**Linearised DMFT for films and surfaces: limits and scaling**

Model: one-band Hubbard model, half filling, paramagnetic, $T=0$. Layers $\alpha=1,2,\dots$ have spacing $c$, nearest-neighbour hopping $t$, $q$ in-plane neighbours and $p$ neighbours in each adjacent layer. The in-plane hopping of the top layer is $rt$. The method is due to Bulla and Potthoff, the surface application to Potthoff and Nolting.

**(a) Recursion.** With quasiparticle weights $z_\alpha$, $G^{-1}_{ij}=\omega\delta_{ij}/z_i-t_{ij}$ gives $G_{ii}^{-1}=\omega/z_i-\sum_j t_{ij}^2z_j/\omega+\dots$. A single bath level at $\omega=0$ gives $\omega/z-V^2/\omega$, so $V_\alpha^2=\sum_\beta M_{\alpha\beta}z_\beta$, where $M_{\alpha\beta}$ sums $t_{ij}^2$ over $j$ in layer $\beta$. The low poles lie at $\pm V\sqrt z$. In the symmetric two-site Anderson model they lie at $\pm[\sqrt{U^2/16+4V^2}-\sqrt{U^2/16+V^2}]\to\pm6V^2/U$, so $z=36V^2/U^2$ and
$$z'_\alpha=\frac{36}{U^2}\sum_\beta M_{\alpha\beta}z_\beta .$$
The weights grow under iteration only for $U<U_c=6t\sqrt{\lambda}$, with $\lambda$ the largest eigenvalue of $M/t^2$.

**(b) Dimensions.** $U_c/t$ depends only on $q,p,r$ and the thickness $d$, and lengths scale with $c$. With $a=q(r^2-1)/p$, $M_{11}/t^2=q+pa$, so $(\lambda-q)/p$ depends on $a$ and $d$ alone. Row 1 is the bulk row with $z_0=az_1$. Bulk: $U_b=6t\sqrt Z$, $Z=q+2p$.

**(c) Uniform film ($a=0$).** $z_0=z_{d+1}=0$ gives $z_\alpha=\sin k\alpha$, $k=\pi/(d+1)$, and $U_c=6t\sqrt{q+2p\cos k}$. For $d=1$, $U_c=6t\sqrt q$. For large $d$,
$$\frac{U_c}{U_b}=1-\frac{pk^2}{2Z}+k^4\left(\frac{p}{24Z}-\frac{p^2}{8Z^2}\right)+\dots$$

**(d) Semi-infinite crystal.** $z_\alpha\propto e^{-\kappa\alpha}$ has $\lambda=q+2p\cosh\kappa$ and $e^\kappa=a$. Decay needs $a>1$, so $r>r_c=\sqrt{1+p/q}$, and
$$U_s=6t\sqrt{q+p(a+1/a)},\qquad \xi=c/\ln a .$$
For $r\le r_c$, $U_c=U_b$.

- $a\to1^+$: $U_s/U_b-1=\frac{p(a-1)^2}{2Z}[1-(a-1)+\dots]$ and $\xi\simeq c/(a-1)$.
- $r\gg1$: $U_s=6rt\sqrt q\,[1+p^2/(2q^2r^4)+\dots]$, a nearly decoupled layer. The crossover lies near $a=2$.
- $p\ll q$: $r_c=1+p/2q-p^2/8q^2+\dots$. For $p\gg q$: $r_c=\sqrt{p/q}\,(1+q/2p+\dots)$, diverging as $q\to0$.

**(e) Metallic surface, $U_b<U<U_s$.** Nonlinear terms fix the amplitude. Deep layers have small $z$, so (a) holds there with $\cosh\kappa=(U^2/36t^2-q)/2p$. With $\epsilon=U/U_b-1\to0$, $\kappa^2=(2Z\epsilon/p)[1+\epsilon/2-Z\epsilon/6p+\dots]$, so $\xi=c/\kappa\propto\epsilon^{-1/2}$. For large $U$, $e^\kappa=y-1/y+\dots$ with $y=2\cosh\kappa$. The crossover is $\kappa=1$.

**(f) Film with one enhanced face.** $z_\alpha=\sinh\kappa(d+1-\alpha)$ gives $\sinh\kappa(d+1)/\sinh\kappa d=a$. At $\kappa\to0$ this is $a=1+1/d$: the film exceeds $U_b$ for $d>d^*=1/(a-1)$. For $dc\gg\xi$, $\lambda$ lies below its semi-infinite value by $p(a^2-1)^2a^{-2d-3}$.

**(g) Numbers.** Simple cubic (100), $q=4$, $p=1$; assumed inputs $t=4.0\times10^{-20}$ J (0.25 eV) and $c=0.40$ nm. All results are the model's. $U_b=5.88\times10^{-19}$ J, $r_c=1.118$, and $a=2$ at $r=1.22$. A (110) face, $q=p=2$, needs $r_c=1.41$.

| $r$ | $a$ | $U_s$ ($10^{-19}$ J) | $U_s/U_b-1$ (%) | $\xi$ at $U_s$ (nm) | $d^*$ |
|---|---|---|---|---|---|
| 1.15 | 1.29 | 5.91 | 0.54 | 1.57 | 3.45 |
| 1.25 | 2.25 | 6.21 | 5.6 | 0.49 | 0.80 |
| 1.50 | 5.00 | 7.28 | 24 | 0.25 | 0.25 |

At $r=1.50$ the decoupled layer gives $7.20\times10^{-19}$ J, and $7.24\times10^{-19}$ J with the first correction. At $r=1.15$ four layers exceed $U_b$ and three do not. A uniform five-layer film lies 2.26 % below $U_b$ (leading term 2.28 %).

For $r=1.25$, $U=6.0\times10^{-19}$ J lies in the window: $\cosh\kappa=1.125$, $\kappa=0.495$ (leading law 0.497 with $\epsilon=0.0206$), $\xi=0.81$ nm, and $z$ falls by a factor 0.61 per deep layer. $\kappa=1$ falls at $U=6.39\times10^{-19}$ J.

The one-level bath keeps only the total weight of the low-energy hybridisation function. Its truncation error in $U_c$ is uncontrolled, typically a few per cent, which exceeds the window at $r=1.15$ and rivals it at $r=1.25$. Antiferromagnetic order, favoured on this bipartite lattice, is excluded by assumption.